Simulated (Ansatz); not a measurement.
Method: Ansatz, DFT PBE, scalar-relativistic, plane waves, PAW. Settings: cutoff 420 eV, Γ-centred meshes spaced at most about 0.3 Å⁻¹, and about 0.25 Å⁻¹ or finer for metals (2π included), Gaussian smearing. No spin polarisation in the final relaxations.

All energies are static (0 K, no zero-point motion).

Two relaxed structures of Zn4SnN:

A.

```xyz
6
Lattice="2.7681 -6.1994 0.0000 2.7681 6.1994 0.0000 0.0000 0.0000 3.0097" Properties=species:S:1:pos:R:3 pbc="T T T"
Zn    2.7681    1.3847    0.0000
Zn    2.7681   -1.3847    0.0000
Zn    1.3840   -3.0997    1.5049
Zn    1.3840    3.0997    1.5049
Sn    0.0000    0.0000    0.0000
N     2.7681    0.0000    1.5049
```

B.

```xyz
6
Lattice="3.6365 0.0000 0.0000 0.0000 3.6365 0.0000 0.0000 0.0000 7.8941" Properties=species:S:1:pos:R:3 pbc="T T T"
Zn    1.8182    0.0000    5.3661
Zn    0.0000    1.8182    2.5280
Zn    1.8182    0.0000    2.5280
Zn    0.0000    1.8182    5.3661
Sn    0.0000    0.0000    0.0000
N     1.8182    1.8182    3.9470
```

Problem. Which form is favoured at zero pressure, and by what margin per atom?

Solution. They are level within the accuracy (6 meV/atom apart, with B the lower in these runs). A has space group Cmmm (No. 65), 17.2 Å³/atom and no gap on its mesh; B has space group P4/mmm (No. 123), 17.4 Å³/atom and no gap. Counting Sn or Zn atoms around N (for each partner element, those within 1.25 times its shortest distance or 1.15 times the sum of covalent radii, where it is the nearest in units of that sum or under 1.3; the shortest distance is added where it is long for a bond), A has N 4 and B has N 8 from 2.3 Å. Even the lower one lies +0.38 eV/atom against the reference forms of the elements (uncorrected), so neither is stable at this level. In A, around Zn on a site of symmetry m2m lie 2 N at 2.05 Å, 5 Zn at 2.67–2.77 Å, 2 Zn at 3.01 Å and 2 Sn at 3.10 Å; Sn has 2 Sn at 3.01 Å, 4 Zn at 3.10 Å and 4 N at 3.15 Å; N has 4 Zn at 2.05 Å, 2 N at 3.01 Å and 4 Sn at 3.15 Å; 1 more site not described. In B, around Zn lie 2 N at 2.31 Å, 4 Zn at 2.57 Å, 1 Zn at 2.84 Å and 2 Sn at 3.11 Å; Sn is surrounded by 8 Zn at 3.11 Å and 4 Sn at 3.64 Å; around N lie 8 Zn at 2.31 Å. Both come from invented guesses.

The k mesh leaves some 4 meV/atom of noise in the energy of each metallic cell. Cells relaxed within their symmetry can be saddle points.

The near-degeneracy of A and B sets no preference between two very different ways of bonding nitrogen. In A, N sits in a plane with four Zn at 2.05 Å, a normal Zn–N bond length; in B it has eight Zn at 2.31 Å, each contact clearly stretched. Fewer strong bonds and more numerous weak ones probably yield similar total bonding, along with differences in the Zn–Zn network.

The absence of a gap fits the electron count: nitride formation takes up only part of the metal valence electrons, leaving the rest in Zn and Sn s–p bands. The positive energy relative to the elements is also chemically reasonable. Zn–N bonding must pay for breaking the very strong bond in N₂, and Sn contributes little, with its Zn neighbours at 3.10 Å or beyond in both cells. This agrees with the lack of intermetallic compounds between zinc and tin. Neither cell gives N the sixfold Zn surroundings found in zinc nitride, so a lower-energy arrangement at this composition remains quite possible.
